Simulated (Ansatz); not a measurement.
From the elastic tensor of BN at 5 GPa (stress–strain coefficients) to moduli and sound speeds

These are results of DFT LDA, scalar-relativistic, plane waves, PAW in Ansatz, not measurements. Cutoff 420 eV, 12×12×12 k-points (Γ-centred), fixed occupations. No spin polarisation.

It takes space group F-43m (No. 216, cubic). Conventional cell: a = 3.566 Å, b = 3.566 Å, c = 3.566 Å, α = 90.00°, β = 90.00°, γ = 90.00°. Around B (site symmetry -43m) lie 4 N at 1.54 Å. N (site symmetry -43m) is surrounded by 4 B at 1.54 Å.

Relaxed-ion constants (GPa, on the Cartesian axes of the calculation):
```
847.0 207.5 207.5   0.0   0.0   0.0
207.5 847.0 207.5   0.0   0.0   0.0
207.5 207.5 847.0   0.0   0.0   0.0
  0.0   0.0   0.0 489.2   0.0   0.0
  0.0   0.0   0.0   0.0 489.2   0.0
  0.0   0.0   0.0   0.0   0.0 489.2
```

Density 3.635 g/cm³; 2 atoms in 11.34 Å³.

The values that follow are for a polycrystal of randomly turned grains, by Hill's mean where one number stands.

With S = C⁻¹: B_V = (C11+C22+C33+2(C12+C13+C23))/9, G_V = (C11+C22+C33−C12−C13−C23+3(C44+C55+C66))/15, 1/B_R = S11+S22+S33+2(S12+S13+S23), 15/G_R = 4(S11+S22+S33−S12−S13−S23)+3(S44+S55+S66); Hill is their mean. Then v_l = √((B+4G/3)/ρ), v_t = √(G/ρ), v_m = [(2/v_t³+1/v_l³)/3]^(−1/3) and Θ = (ħ/k_B)·v_m·(6π²n/V)^(1/3) for n atoms in the volume V; E = 9BG/(3B+G), ν = (3B−2G)/(2(3B+G)) and A^U = 5G_V/G_R + B_V/B_R − 6.

```json
{
 "Bulk modulus, Voigt / Reuss / Hill": "420.6 / 420.6 / 420.6 GPa",
 "Shear modulus, Voigt / Reuss / Hill": "421.4 / 403.6 / 412.5 GPa",
 "Young's modulus": "933 GPa",
 "Poisson ratio": "0.130",
 "Pugh ratio B/G": "1.02",
 "Universal anisotropy index": "0.22",
 "Longitudinal and transverse sound speeds": "16342 and 10653 m/s",
 "Debye temperature from the mean sound speed": "1950 K"
}
```

The shear modulus of this BN nearly matches its bulk modulus, which reflects a tetrahedral network of short, strong, partly polar sp³ bonds that resist bending as well as stretching. C44 lies far above C12, the reverse of what purely central forces would give under compression, so angular forces carry much of the shear stiffness. The low Poisson ratio of 0.130 has the same origin.

The crystal is not elastically isotropic: C44 exceeds half the difference between C11 and C12, making Young's modulus largest along ⟨111⟩, where strain loads bonds directly, and smallest along ⟨100⟩, where more of it can be taken up by changes in bond angle. The fast sound and high Debye temperature follow from stiff bonds between light atoms. The tensor satisfies the cubic criteria for stability against small homogeneous strains at this pressure, but does not settle whether this phase is favoured over layered BN.
